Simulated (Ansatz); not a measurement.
A series in volume scale on Cr

Periodic Kohn-Sham DFT of a crystal at fixed atoms, scaled to volume_scale times the given cell; pressure positive in compression, energy less spherical unpolarised free atoms, largest_vzz the field gradient of largest size among the nuclei. The results are calculated, by Ansatz 0.2.0.

The cell before it is scaled or strained (space group Im-3m, No. 229):
```
cell vectors (Å)
   2.9689     0.0000     0.0000
   0.0000     2.9689     0.0000
   0.0000     0.0000     2.9689
atoms (fractions of the cell vectors)
Cr  0.00000  0.00000  0.00000
Cr  0.50000  0.50000  0.50000
```

Settings of every row: method frozen-core PAW; functional PBE; relativity scalar; k mesh 11x11x11; filling fermi-dirac; smearing width 0.05 eV; wave cutoff 420 eV; paw set soft_2.

Atom:
| element | start moment (bohr magneton) |
| --- | --- |
| Cr | -3 |
| Cr | 3 |

Limits: cell far from its zero-pressure volume.

| row | volume scale | V (Å³/atom) | pressure (GPa) |
| --- | --- | --- | --- |
| 1 | 0.9405 | 12.306 | -7.283 |
| 2 | 0.97 | 12.692 | -10.913 |
| 3 | 1 | 13.084 | ? |
| 4 | 1.03 | 13.477 | -15.731 |
| 5 | 1.06 | 13.87 | -17.229 |

Cell moment is 0 bohr magneton in every row.

Question: what pressure should row 3 give?

Worked fit of pressure. Take u = (V_r/V)^(2/3) − 1 with V_r = 13.085 Å³ an atom, which is twice the finite (Eulerian) strain; such expansions in the strain, on which the Birch-Murnaghan equation of state is built, carry the rest volume and the bulk modulus. The shown rows have u = 0.04177, 0.02054, -0.01949, -0.0381. Least squares give pressure = −13.6919 + 121.3 × u + 760.18 × u² GPa; a straight line predicts inner rows, each left out in turn, worse (root mean square 0.7 against 0.088 GPa). The rows lie off it by 0.016, -0.033, 0.036, -0.019 (root mean square 0.027 GPa). The withheld row has u = 5e-05, so the fit gives −13.6919 + 121.3 × (5e-05) + 760.18 × (5e-05)² = -13.686 GPa.

The calculation gave -13.682 GPa. The fit lies 0.004 GPa (0.04 % of the column's range) below it; its largest miss of a shown row is 0.036 GPa.
